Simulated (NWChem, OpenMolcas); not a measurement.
# How basis sets differ on CH2BFN− (SMILES N#C[BH2-]F)

CH2BFN− has 6 atoms, charge -1, and is taken as a singlet. SMILES: `N#C[BH2-]F`. The coordinates come from a GFN2-xTB relaxation.

```xyz
6

N     0.7224   -1.9373    0.8205
C     0.3347   -0.9372    0.3900
B    -0.1209    0.4569   -0.1720
F    -1.4513    0.3597   -0.7273
H     0.6511    0.7940   -1.0571
H    -0.1361    1.2639    0.7459
```

Each level gives the HOMO–LUMO gap (eV). The values are calculated.

```
                level          kind     program  value (eV)
 HF/ANO-RCC-MB (DKH2)  Hartree–Fock  OpenMolcas       17.89
            HF/STO-3G  Hartree–Fock  OpenMolcas       18.73
             HF/3-21G  Hartree–Fock  OpenMolcas       16.29
HF/ANO-XS-VDZP (DKH2)  Hartree–Fock  OpenMolcas       16.01
          HF/def2-SVP  Hartree–Fock      NWChem       15.92
```

Sets without diffuse functions describe the anion poorly. The values span 15.92 to 18.73 eV. A Hartree–Fock LUMO above zero doesn't converge with the basis: it sinks as sets grow more diffuse. Orbital gaps aren't excitation energies.

The gap depends mainly on whether the valence shell is split. The two minimal sets give the widest gaps, 18.73 eV with STO-3G and 17.89 eV with ANO-RCC-MB, while the three larger sets lie between 15.92 and 16.29 eV. With one function per valence orbital, the virtual orbitals are little more than the antibonding partners of the occupied ones, compact and high in energy. A second radial function lets them spread out and lowers their kinetic energy, which probably accounts for most of the narrowing. 3-21G, which lacks polarisation functions, already falls close to the two polarised sets, suggesting that radial flexibility matters more here than angular flexibility. Scalar relativity should hardly matter for such light atoms. The wide gap in every row also fits four-coordinate boron, whose valence orbitals are all engaged in bonding, leaving no low-lying empty p orbital as in a trivalent borane. The gaps alone don't show how much of each shift comes from the HOMO and how much from the LUMO.
